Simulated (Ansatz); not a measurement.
## BaCu₃: the change of energy above given cell and pressure with volume ratio

All results are calculated (Ansatz 0.2.0). Plane-wave density functional theory, PAW datasets, Gaussian smearing 0.05 eV: equation of state, the given cell scaled in volume with shape and atoms relaxed at each volume.

The cell before it is scaled or strained (space group Pm-3m, No. 221):
```
BaCu3
1.0
      4.3090     0.0000     0.0000
      0.0000     4.3090     0.0000
      0.0000     0.0000     4.3090
Ba Cu
1 3
Direct
  0.00000 0.00000 0.00000
  0.00000 0.50000 0.50000
  0.50000 0.50000 0.00000
  0.50000 0.00000 0.50000
```

Settings of every row: paw set soft_2; functional PBEsol; spin treatment none; moment partition spheres; spin axis none; wave cutoff 420 eV; k mesh 8x8x8; symmetry use detected.

Atom hubbard u: 0 on all atoms.

Limits: no spin-orbit coupling, which can matter with elements this heavy; the cell comes from a prototype or a list of computed structures and needn't be the stable phase.

| row | volume ratio | V (Å³/atom) | energy above given cell (meV per atom) | pressure (GPa) |
| --- | --- | --- | --- | --- |
| 1 | 0.96 | 19.202 | 5.07 | 2.023 |
| 2 | 0.98 | 19.602 | ? | ? |
| 3 | 1 | 20.002 | 0 | 0.041 |
| 4 | 1.02 | 20.402 | 0.99 | -0.795 |
| 5 | 1.04 | 20.802 | 3.94 | -1.525 |

Question: what energy above given cell and pressure should row 2 give?

Worked fit of energy above given cell. Take u = (V_r/V)^(2/3) − 1 with V_r = 20.202 Å³ an atom, which is twice the finite (Eulerian) strain; such expansions in the strain, on which the Birch-Murnaghan equation of state is built, carry the rest volume and the bulk modulus. The shown rows have u = 0.03442, 0.00665, -0.00655, -0.01932. Least squares give energy above given cell = 0.225 − 72.84 × u + 6203.3 × u² meV per atom; a straight line predicts inner rows, each left out in turn, worse (root mean square 2.7 against 0.043 meV per atom). The rows lie off it by 0.00, -0.01, 0.02, -0.01. Its lowest point lies at u = 0.0059, or V = 20.03 Å³ an atom, and the curvature there gives the bulk modulus with shape and atoms relaxed, B = (4/9)(1 + u)² E″(u)/V = 44.6 GPa. The withheld row has u = 0.0203, so the fit gives 0.225 − 72.84 × (0.0203) + 6203.3 × (0.0203)² = 1.30 meV per atom.

The calculation gave 1.29 meV per atom. The fit lies 0.01 meV per atom (0.2 % of the column's range) above it, one unit of the last digit.

Worked fit of pressure. Take u = (V_r/V)^(2/3) − 1 with V_r = 20.202 Å³ an atom, which is twice the finite (Eulerian) strain; such expansions in the strain, on which the Birch-Murnaghan equation of state is built, carry the rest volume and the bulk modulus. The shown rows have u = 0.03442, 0.00665, -0.00655, -0.01932. Least squares give pressure = −0.3888 + 62.902 × u + 208.55 × u² GPa; a straight line predicts inner rows, each left out in turn, worse (root mean square 0.092 against 0.0064 GPa). The rows lie off it by 0.000, 0.002, -0.003, 0.001. The pressure vanishes at u = 0.0061, or V = 20.02 Å³ an atom, and there the bulk modulus with shape and atoms relaxed is B = −V dP/dV = (2/3)(1 + u) dP/du = 43.9 GPa. The withheld row has u = 0.0203, so the fit gives −0.3888 + 62.902 × (0.0203) + 208.55 × (0.0203)² = 0.974 GPa.

The calculation gave 0.984 GPa. The fit lies 0.010 GPa (1 % of the value, 0.28 % of the column's range) below it; its largest miss of a shown row is 0.003 GPa.
